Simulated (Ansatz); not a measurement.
## SiH2Cl (SMILES [SiH2]Cl): the electronic atomisation energy, rung by rung

The species is SiH2Cl (4 atoms), meant as a doublet with charge 0. SMILES: `[SiH2]Cl`. The coordinates come from a GFN2-xTB relaxation.

Each level gives the electronic atomisation energy (eV). The values are calculated. Electronic energies at fixed atoms, without zero-point motion or spin-orbit coupling.

```csv
level,kind,program,value (eV),less FCI/STO-3G,CPU time (all runs)
UBLYP/STO-3G,GGA,Ansatz,13.62,+1.80,2.5 s
U-r2SCAN/STO-3G,meta-GGA,Ansatz,13.82,+2.00,9.2 s
UBHLYP/STO-3G,global hybrid,Ansatz,13.23,+1.41,2.2 s
UPBE0/STO-3G,global hybrid,Ansatz,13.58,+1.76,2.4 s
U-wB97M-V/STO-3G,range-separated hybrid,Ansatz,13.93,+2.11,21 s
UB2PLYP/STO-3G,double hybrid,Ansatz,12.89,+1.07,2.7 s
UMP2/STO-3G,perturbation theory,Ansatz,11.55,-0.27,0.36 s
UBCCD(T)/STO-3G,coupled cluster or CI,Ansatz,11.82,0.00,0.64 s
UCCSDT/STO-3G,coupled cluster or CI,Ansatz,11.82,0.00,1.2 s
FCI/STO-3G,exact in the basis,Ansatz,11.82,0.00,0.55 s
```

FCI/STO-3G is exact within its basis and frozen core, so for wave-function methods in that basis the difference is their error; functionals converge differently with the basis, so for them it is only a difference. The values span 11.55 to 13.93 eV. All rows use very small basis sets, so even the best lies far from the true value. Times are those of the runs behind each value, whatever else they computed, on shared processors of several kinds: orders of magnitude only.

Coupled cluster with triples, perturbative or full, reproduces the exact result to the printed precision, while UMP2 underbinds by 0.27 eV. This suggests that, within this orbital space, the radical is well described by a single reference and that connected quadruple excitations contribute little to its binding. A minimal valence space offers essentially only σ* orbitals for correlating the Si–H and Si–Cl pairs, and second order recovers that bond-pair correlation incompletely.

All the functionals lie above FCI, probably because their density-based correlation does not depend on having virtual orbitals available. UB2PLYP comes closest of them, as expected when part of that correlation is replaced by a perturbative term confined to the same few virtuals; its proximity is therefore no sign of greater accuracy. Exact exchange lowers the binding from UBLYP to UBHLYP, but it doesn't order the whole set: the range-separated hybrid U-wB97M-V gives the largest value. The agreement among the coupled-cluster rows doesn't establish that higher excitations stay negligible once angular and radial correlation are properly described.
